**Why do F₂ and HCl attract each other where Hartree-Fock says they repel?**

I have interaction energies for F₂ and HCl as HCl is moved along the line of an F···Cl contact; negative values mean binding. Hartree-Fock is repulsive in the four closest rows, yet the best estimate is negative throughout and lowest near 3.2 Å. What makes this well, and why does MP2 find it deeper than the best estimate does?

PySCF 2.14.0: counterpoise-corrected, frozen-core interaction energies of F₂ and HCl along a rigid path from a PBE0-D3(BJ)/def2-SVPD geometry. The small basis is aug-cc-pVDZ, the large one aug-cc-pVTZ. The limit estimate adds CCSD(T) less MP2, taken in the small basis, to MP2 extrapolated from both bases by the inverse-cube rule.

| contact distance (Å) | ccsd t limit estimate (kcal/mol) | mp2 large basis (kcal/mol) | hartree fock large basis (kcal/mol) | ccsd t less mp2 (kcal/mol) |
| --- | --- | --- | --- | --- |
| 2.872 | -0.170 | -0.280 | 1.330 | 0.230 |
| 3.031 | -0.410 | -0.490 | 0.690 | 0.160 |
| 3.191 | -0.470 | -0.530 | 0.340 | 0.120 |
| 3.510 | -0.390 | -0.430 | 0.060 | 0.070 |
| 3.989 | -0.230 | -0.250 | -0.030 | 0.030 |
| 4.787 | -0.090 | -0.100 | -0.020 | 0.010 |
| 6.382 | -0.020 | -0.020 | -0.010 | 0.000 |

**Answer**

The well comes from two effects of different reach. Electron correlation pulls the molecules together over a long range, while Pauli repulsion pushes them apart over a short one. Hartree-Fock contains the repulsion and the ordinary electrostatic attraction, but not the correlated motion of electrons in different molecules. It therefore has the wall almost in full but lacks a large part of the attraction.

Start with the molecules far apart, where their electron clouds hardly overlap. HCl has a dipole and F₂ a quadrupole, and each molecule slightly polarises the other. This explains why Hartree-Fock turns weakly attractive from 3.989 Å outward, though it never binds by more than 0.03 kcal/mol in these rows. At 3.989 and 4.787 Å most of the attraction already comes from correlation; at 6.382 Å the energies are too close to the rounding step to tell.

The main part of that attraction is dispersion. A momentary dipole on one molecule makes a field that falls as $R^{-3}$, where $R$ is the distance between the molecules. The field induces a dipole on the other molecule, which acts back with another factor $R^{-3}$, so that

$$E_{\text{disp}}\propto -R^{-6}.$$

Pauli repulsion instead needs overlapping clouds, and overlap dies off roughly exponentially.

The step from 3.989 to 4.787 Å shows the difference. With the F···Cl distance as $R$, the formula predicts that the attraction falls by a factor $(4.787/3.989)^6\approx3.0$. The MP2 correlation part falls by 2.9, whereas Pauli repulsion, taken from an energy decomposition of the same calculation, falls about twentyfold.

No constant was fitted here, but the close agreement is partly luck. If $R$ is measured from the middle of F₂ to Cl, the predicted factor is only 2.6. For molecules of this size the choice of distance matters, and correlation also alters electrostatics and repulsion, so it isn't pure dispersion. The estimate supports a slow decay, not an exact sixth power.

Now bring the molecules together. In the step from 3.510 Å to the lowest row at 3.191 Å, MP2 correlation adds 0.38 kcal/mol of attraction while Hartree-Fock becomes 0.28 kcal/mol more repulsive, so the binding grows. In the equally long step from 3.191 Å inward to 2.872 Å, correlation adds 0.74 but Hartree-Fock loses 0.99, and the binding shrinks. The bottom of the well lies where the repulsion begins to grow faster than the attraction, not where it becomes the larger of the two.

The energy decomposition shows what builds the wall. In that inner step Pauli repulsion rises by about 2.0 kcal/mol, while the electrostatic and orbital attractions together strengthen by only about 1.1. These parts aren't corrected for the basis functions that each molecule borrows from the other, so the split is approximate. The imbalance is still far larger than that correction.

MP2 binds too strongly because it overestimates the attraction that correlation supplies. The column "ccsd t less mp2" is the correction from MP2 to CCSD(T), evaluated in the small basis. It grows as the molecules approach, but from 2.872 to 4.787 Å it stays between 16 and 18% of the MP2 correlation part in the same basis. The overshoot thus follows the correlation attraction and shows no sign of a separate failure at close contact.

Theory offers a reason. MP2 lets pairs of electrons respond without letting these responses influence one another. CCSD couples the pairs, and at 3.191 Å in the small basis this removes 0.20 kcal/mol of binding. The triple excitations, the (T) in CCSD(T), then give 0.08 back, so the net attraction is weaker than in MP2. The numbers show the size of the correction, but they don't separate its effect on dispersion from its effect on the charge clouds of the single molecules.

A finite basis hides part of the MP2 error. At 3.191 Å, extrapolating MP2 to the basis limit adds 0.06 kcal/mol of binding, while the step to CCSD(T) removes 0.12. MP2 in the large basis is therefore only 0.06 kcal/mol too strongly bound relative to the best estimate. Half of its overshoot has been cancelled by the incomplete basis.

The basis also limits how precisely the well can be placed. CCSD(T) in the small basis is lowest at 3.510 Å, by a mere 0.02 kcal/mol, and it is repulsive at 2.872 Å, where the limit estimate still binds. A shallow well near 3.2 to 3.5 Å is a safe reading; its exact minimum and the point where attraction ends are not. F₂ is also a difficult molecule for methods built on a single determinant, so even the best column is an estimate.

Both molecules are known as etching or chamber-cleaning gases in chip making. Along this path the well of 0.47 kcal/mol is shallower than the thermal energy $kT$ at room temperature, about 0.59 kcal/mol, so this contact alone would hardly hold them together in the gas. That says nothing about their reactions. The differences and ratios used here are in the output below.

Numerical output:

```
Parts of the limit estimate in kcal/mol:
    row  MP2 correlation  basis extrapolation  limit less MP2 large basis
  2.872            -1.61                -0.12                        0.11
  3.031            -1.18                -0.08                        0.08
  3.191            -0.87                -0.06                        0.06
   3.51            -0.49                -0.03                        0.04
  3.989            -0.22                -0.01                        0.02
  4.787            -0.08            8.674e-18                        0.01
  6.382            -0.01                    0                           0
Outer step 3.510 to 3.191 A, change of Hartree-Fock (kcal/mol): 0.28
Outer step, change of MP2 correlation (kcal/mol): -0.38
Outer step, change of remaining corrections (kcal/mol): 0.02
Outer step, change of limit estimate (kcal/mol): -0.08
Inner step 3.191 to 2.872 A, change of Hartree-Fock (kcal/mol): 0.99
Inner step, change of MP2 correlation (kcal/mol): -0.74
Inner step, change of remaining corrections (kcal/mol): 0.05
Inner step, change of limit estimate (kcal/mol): 0.3
Outer step, rise of Pauli repulsion (kcal/mol): 0.6024
Outer step, change of electrostatic plus orbital parts (kcal/mol): -0.3291
Inner step, rise of Pauli repulsion (kcal/mol): 2.046
Inner step, change of electrostatic plus orbital parts (kcal/mol): -1.075
Tail 3.989 to 4.787 A, factor by which Pauli repulsion falls: 20.16
Tail, factor by which MP2 correlation falls: 2.922
Tail, inverse sixth power of the F to Cl contact distance, factor: 2.987
Tail, inverse sixth power of the F2 midpoint to Cl distance, factor: 2.573
MP2 overshoot as share of its correlation part at 2.872 A (%): 17.55
Same share at 3.031 A (%): 16.89
Same share at 3.191 A (%): 16.42
Same share at 3.510 A (%): 16.02
Same share at 3.989 A (%): 16.42
Same share at 4.787 A (%): 18.19
CCSD(T) small basis, energy at 3.191 less that at 3.510 A (kcal/mol): 0.0167
Limit estimate less CCSD(T) small basis at 2.872 A (kcal/mol): -0.3592
Thermal energy kT at 298 K (kcal/mol): 0.5922
```
